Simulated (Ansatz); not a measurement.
SnO2: the change of largest V_zz and pressure with volume scale

All results are calculated (Ansatz 0.2.0). Periodic Kohn-Sham DFT of a crystal at fixed atoms, scaled to volume_scale times the given cell; pressure positive in compression, energy less spherical unpolarised free atoms, largest_vzz the field gradient of largest size among the nuclei.

The cell before it is scaled or strained (space group P4_2/mnm, No. 136):
```
SnO2
1.0
      4.7373     0.0000     0.0000
      0.0000     4.7373     0.0000
      0.0000     0.0000     3.1864
Sn O
2 4
Direct
  0.00000 0.00000 0.00000
  0.50000 0.50000 0.50000
  0.30562 0.30562 0.00000
  0.19438 0.80562 0.50000
  0.69438 0.69438 0.00000
  0.80562 0.19438 0.50000
```

Settings of every row: method frozen-core PAW; functional LDA; relativity scalar; k mesh 4x4x6; filling fermi-dirac; smearing width 0.03 eV; wave cutoff 420 eV; paw set soft_2.

Atom start moment: 0 on all atoms.

Limits: PAW files made with PBE; field gradient without spin-orbit coupling on heavy atoms.

```
row  volume scale  V (Å³/atom)  largest V_zz (1e21 V/m^2)  pressure (GPa)
  1          0.94       11.203                     -9.706          14.154
  2          0.96       11.441                     -9.995           8.502
  3          0.98        11.68                    -10.278           3.473
  4          0.99         11.8                    -10.417           1.163
  5             1       11.918                    -10.553          -1.024
  6          1.01       12.038                          ?               ?
  7          1.02       12.157                    -10.821           -5.03
  8          1.04       12.395                     -11.08          -8.575
  9          1.06       12.633                    -11.332         -11.719
```

Question: what largest V_zz and pressure should row 6 give?

Worked fit of largest V_zz. Take t = volume scale − 1. The shown rows have t = -0.06, -0.04, -0.02, -0.01, 0, 0.02, 0.04, 0.06. Least squares give largest V_zz = −10.5532 − 13.555 × t + 9.53 × t² 1e21 V/m^2; a straight line predicts inner rows, each left out in turn, worse (root mean square 0.011 against 0.00055 1e21 V/m^2). The rows lie off it by 0.000, 0.001, 0.000, 0.000, 0.000, -0.001, 0.000, 0.000. The withheld row has t = 0.01, so the fit gives −10.5532 − 13.555 × (0.01) + 9.53 × (0.01)² = -10.688 1e21 V/m^2.

The calculation gave -10.687 1e21 V/m^2. The fit lies 0.001 1e21 V/m^2 (0.062 % of the column's range) below it, one unit of the last digit.

Worked fit of pressure. Take u = (V_r/V)^(2/3) − 1 with V_r = 11.859 Å³ an atom, which is twice the finite (Eulerian) strain; such expansions in the strain, on which the Birch-Murnaghan equation of state is built, carry the rest volume and the bulk modulus. The shown rows have u = 0.03867, 0.02421, 0.01019, 0.00333, -0.0033, -0.01641, -0.02904, -0.04127. Least squares give pressure = 0.0491 + 326.021 × u + 993.72 × u² GPa; a straight line predicts inner rows, each left out in turn, worse (root mean square 0.51 against 0.017 GPa). The rows lie off it by 0.012, -0.023, -0.001, 0.017, -0.008, 0.003, 0.006, -0.006 (root mean square 0.012 GPa). The pressure vanishes at u = -0.0002, or V = 11.86 Å³ an atom, and there the bulk modulus at fixed shape and fractions is B = −V dP/dV = (2/3)(1 + u) dP/du = 217 GPa. Letting shape and atoms relax would as a rule lower it, by much in layered, chain or molecular crystals. The withheld row has u = -0.00994, so the fit gives 0.0491 + 326.021 × (-0.00994) + 993.72 × (-0.00994)² = -3.093 GPa.

The calculation gave -3.089 GPa. The fit lies 0.004 GPa (0.015 % of the column's range) below it; its largest miss of a shown row is 0.023 GPa.
